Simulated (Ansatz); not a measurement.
## AlPt: the change of energy above lowest point with volume scale

Free energy against uniform scaling of the volume at fixed shape and fractions; periodic cell, basis, potentials, k mesh and filling as listed. The results are calculated, by Ansatz 0.2.0.

The cell before it is scaled or strained (space group Pm-3m, No. 221):
```
cell vectors (Å)
   3.0915     0.0000     0.0000
   0.0000     3.0915     0.0000
   0.0000     0.0000     3.0915
atoms (fractions of the cell vectors)
Al  0.00000  0.00000  0.00000
Pt  0.50000  0.50000  0.50000
```

Settings of every row: functional r2SCAN; dispersion none; potentials PAW; wave cutoff 550 eV; density cutoff 2200 eV; k mesh 9x9x9; k shift 0x0x0; occupations methfessel paxton; smearing width 0.1 eV; spin none.

Limits: coarse k mesh, up to 40 meV an atom off; no spin-orbit coupling, which can matter with elements this heavy; the cell comes from a prototype or a list of computed structures and needn't be the stable phase.

| row | volume scale | V (Å³/atom) | energy above lowest point (meV/atom) |
| --- | --- | --- | --- |
| 1 | 0.94 | 13.887 | 12.7 |
| 2 | 0.96 | 14.182 | 2.1 |
| 3 | 0.98 | 14.478 | 0 |
| 4 | 1 | 14.773 | 5.4 |
| 5 | 1.02 | 15.069 | ? |
| 6 | 1.04 | 15.364 | 35.7 |
| 7 | 1.06 | 15.66 | 59.1 |

Question: what energy above lowest point should row 5 give?

Worked fit of energy above lowest point. Take u = (V_r/V)^(2/3) − 1 with V_r = 14.625 Å³ an atom, which is twice the finite (Eulerian) strain; such expansions in the strain, on which the Birch-Murnaghan equation of state is built, carry the rest volume and the bulk modulus. The shown rows have u = 0.03512, 0.02072, 0.00676, -0.00669, -0.03233, -0.04456. Least squares give energy above lowest point = 1.81 − 406.3 × u + 20109 × u² + 8303 × u³ meV/atom; a parabola predicts inner rows, each left out in turn, worse (root mean square 0.15 against 0.039 meV/atom). All shown rows lie on it to the printed digit. Its lowest point lies at u = 0.0100, or V = 14.41 Å³ an atom, and the curvature there gives the bulk modulus at fixed shape and fractions, B = (4/9)(1 + u)² E″(u)/V = 205 GPa. The withheld row has u = -0.01974, so the fit gives 1.81 − 406.3 × (-0.01974) + 20109 × (-0.01974)² + 8303 × (-0.01974)³ = 17.6 meV/atom.

The calculation gave 17.6 meV/atom. The fit meets it to the printed digit.
